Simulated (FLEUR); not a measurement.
# NiO (rocksalt) under compression and expansion: sphere moments and the energy between parallel and type-II antiparallel order, PBE+U all-electron

Squeezing NiO lowers the spin found on each nickel, yet it strengthens the preference for antiparallel neighbours. I want to see how a smaller moment goes with a stronger coupling. The matter is practical, because NiO serves as an antiferromagnetic layer in magnetic stacks, where a substrate or applied pressure changes its volume and with it the stability of the order. The calculations scale the measured cell uniformly and compare two collinear orders with PBE and U = 6 eV on Ni d. The energy is that of the type-II antiparallel order less that of the parallel order, per nickel atom, so a negative value favours the antiparallel one. Moments are counted inside fixed muffin-tin spheres.

## Computational details

NiO (rocksalt): the measured cell (COD); 2 atoms in the primitive cell, fractional positions held. First order: parallel (+); second order: antiparallel (+-, cell doubled at q=(0,0,1/2)), q in fractions of the reciprocal vectors of the primitive cell. FLEUR MaX-R8.1, all-electron FLAPW in bulk geometry, scalar-relativistic valence, PBE with U = 6 eV on Ni d (double counting: FLL), basis cutoff 4.4 1/bohr, density cutoff 13.2 1/bohr, Fermi-Dirac smearing of 0.05 eV, muffin-tin radii Ni 2.35, O 1.33 bohr. Local moments are those inside the muffin-tin spheres. Collinear spins without spin-orbit coupling, 8x8x8 k-points for the first order in every row. The same in all rows: net spin moment of the whole primitive cell, first order: 2.000 μB/cell.

Notes on method and selection:

- Each run ends in the state reached from its typed start, which may not be the lowest.
- The spheres keep their radius, so sphere moments at unlike sizes cover unlike shares of space.
- The two orders are a test pair; neither need be the ground order.
- In rocksalt, q = (0,1/2,1/2) is the type-I order and q = (0,0,1/2) the type-II order.
- Runs that did not converge, have known faults or may not be shown are not listed, and runs on Ansatz's PAW sets soft_1 and soft_2 are kept to separate tables.

Columns:

- relative volume: volume of the cell over its starting value, all lengths scaled alike.
- band gap (eV): Kohn-Sham band gap of the first order on its k-point mesh; set to zero under 0.1 eV or twice the smearing width (level spacings that a finite mesh gives in a metal), blank from there to 0.3 eV, where the mesh cannot tell.
- moment, second order (μB): largest spin moment inside a sphere, second order.
- largest local moment (μB): largest spin moment inside a sphere, first order.
- second less first (meV): free energy of the second order less the first, per magnetic atom, where the second keeps its moments.
- energy of strained cell (meV/cell): free energy of the strained cell in the first order above its lowest row, per primitive cell; its curvature gives the bulk modulus (equation of state).

## The series

```
member                relative volume  band gap (eV)  moment, second order (μB)  largest local moment (μB)  second less first (meV)  energy of strained cell (meV/cell)
relative volume 0.88  0.88             1.97           1.653                      1.765                      −131.9                   357.5
relative volume 0.91  0.91             2.10           1.670                      1.772                      −118.4                   222.2
relative volume 0.94  0.94             2.25           1.685                      1.779                      −106.7                   127.2
relative volume 0.97  0.97             2.35           1.698                      1.786                      −96.7                    60.6
relative volume 1     1.00             2.43           ?                          ?                          ?                        ?
relative volume 1.03  1.03             2.32           1.722                      1.797                      −79.8                    0.0
relative volume 1.06  1.06             2.15           1.732                      1.802                      −72.9                    10.2
relative volume 1.09  1.09             1.99           1.742                      1.807                      −67.1                    31.0
relative volume 1.12  1.12             1.89           1.750                      1.811                      −61.0                    51.5
```

Cells marked ? are withheld until the estimate has been made.

## Reading the trend

The antiparallel order is lower in every row shown, and its advantage shrinks from 131.9 meV at relative volume 0.88 to 61.0 meV at 1.12, a factor of 131.9 / 61.0 = 2.16. As a power of volume this is ln(2.16) / ln(1.12 / 0.88) = 3.2, or about 3 × 3.2 = 9.6 in the Ni–O distance.

A steep fall is what superexchange would lead one to expect. In the type-II order each oxygen sits between opposite nickel spins, and the coupling through it grows as the fourth power of the Ni–O hopping. With p–d hopping falling roughly as distance to the power −3.5 (Harrison's rule), the coupling would fall as the power 4 × (−3.5) = −14. The weaker dependence found here may come from the charge-transfer energy, which should rise on compression and so offset part of the gain in hopping.

The same hopping can account for the moments. In the parallel order the nickel sphere moment rises only from 1.765 to 1.811 μB over the whole range, while the cell keeps 2.000 μB. The spin outside the nickel sphere therefore falls from 2.000 − 1.765 = 0.235 to 2.000 − 1.811 = 0.189 μB. Compression moves spin from nickel towards oxygen; it does not destroy the spin state. In the antiparallel order each oxygen moment vanishes by symmetry, and the nickel moment changes about twice as much, from 1.653 to 1.750 μB.

The coupling also acts back on the volume. The parallel order costs 60.6 meV at 0.97 but only 31.0 meV at 1.09, relative to its row at 1.03. Adding the order energy gives 60.6 − 96.7 = −36.1 and 31.0 − 67.1 = −36.1 meV for the antiparallel order, now equal on the two sides. Antiparallel order thus favours a somewhat smaller cell.

## A prediction

Plain estimates from the members shown:

- relative volume 1, straight-line interpolation between relative volume 0.97 and relative volume 1.03: w = (1.00 − 0.97) / (1.03 − 0.97) = 0.500, so −96.7 + 0.500 × (−79.8 − (−96.7)) = −88.2 meV

The straight line between the neighbours gives −88.2 meV, but the energy flattens steadily through this region, so the true curve should lie slightly nearer zero than the chord. I therefore interpolate with a power law in volume, the form suggested by superexchange, fixed by the two neighbouring rows alone.

The exponent is ln(96.7 / 79.8) / ln(1.03 / 0.97) = 3.20, the same as over the full range. The size at relative volume 1 is then 96.7 × (0.97 / 1.00)^3.20 = 87.7 meV, with a negative sign.

The same construction can be tried on four shown rows, each from its neighbours 0.03 away on either side. It misses the table by less than 0.1 meV at 0.91, and by about 0.1 meV at 0.94, 0.2 meV at 1.06 and 0.5 meV at 1.09. The root-mean-square miss is 0.3 meV, which I take as the error. The largest miss, 0.5 meV at 1.09, reflects a small unevenness in the last steps of the series.

The parallel-order gap peaks at relative volume 1 among the rows, but I make no correction for it: the order energy runs smoothly from 0.97 to 1.03 with the exponent of the whole series.

**Committed estimate, relative volume 1: second less first = −87.7 ± 0.3 meV.**

## Outcome

```
member             relative volume  band gap (eV)  moment, second order (μB)  largest local moment (μB)  second less first (meV)  energy of strained cell (meV/cell)
relative volume 1  1.00             2.43           1.711                      1.792                      −87.9                    23.3
```

```
member             estimate       second less first (meV)  computed  estimate − computed  miss in error bars
relative volume 1  committed      −87.7                    −87.9     +0.2                 0.7
relative volume 1  interpolation  −88.2                    −87.9     −0.3
```

The computed value is −87.9 meV. My −87.7 missed it by 0.2 meV, inside the error bar of 0.3 meV. The straight line missed by 0.3 meV on the other side, so the power law gained only 0.1 meV, which is no more than the rounding of the table.

The argument from curvature had the right sign: the computed value lies nearer zero than the chord. Leaving the gap maximum out of account did no harm either, since the order energy passes smoothly through the volume at which the parallel-order gap is largest among the rows.

For the mechanism the result says little. A coupling through oxygen that weakens as the Ni–O distance grows would behave in this way, but between such close neighbours any smoothly flattening curve would have given nearly the same number.

## Departures from the trend

In the order energy no row stands out. A power law through the new row, −87.9 × (relative volume)^−3.2 meV, meets the other eight within about 0.5 meV.

The energy of the parallel order is less regular. From 0.97 to 1.12 its successive steps are 23.3 − 60.6 = −37.3, 0.0 − 23.3 = −23.3, 10.2 − 0.0 = 10.2, 31.0 − 10.2 = 20.8 and 51.5 − 31.0 = 20.5 meV. On a smooth curve they would increase by slowly changing amounts, but the increases are roughly 14, 34, 11 and 0 meV. The row at 1.03 looks several meV too low, and the rise towards 1.12 is too weak. A likely cause is the fixed basis cutoff, which admits more plane waves in jumps as the cell grows. Such an error would largely cancel between two orders at the same volume.

This weakens a remark I made earlier. The equal energies of −36.1 meV at 0.97 and 1.09 rested on these uneven values and do not locate a minimum. That antiparallel order favours a smaller cell still follows from the slope of the order energy.

## What to take away

Between relative volumes 0.88 and 1.12 the antiparallel order stays lower, and its advantage falls as the power −3.2 of volume. The typical miss of this rule is 0.3 meV, against a scatter of about 23 meV about the mean, so a further volume inside the range can be estimated to a few tenths of a meV at this level of theory.

Near relative volume 1, a uniform compression of 1% in length strengthens the preference by about 87.9 × 3 × 3.2 / 100 = 8.4 meV per nickel. The nickel moments fall slightly at the same time, so a smaller sphere moment is no sign of weaker coupling here.

Spin-orbit coupling and the small magnetic distortion of the lattice should matter far less than the spread of 131.9 − 61.0 = 70.9 meV. The choice of U matters more: a smaller U lowers the cost of the virtual hops behind superexchange and should make the order energy more negative at every volume.

[Logs are printed without paths, hosts, clocks, repeated set-up lines and the standing remarks that a program may print on its own settings, such as how far it seeks lower states.]
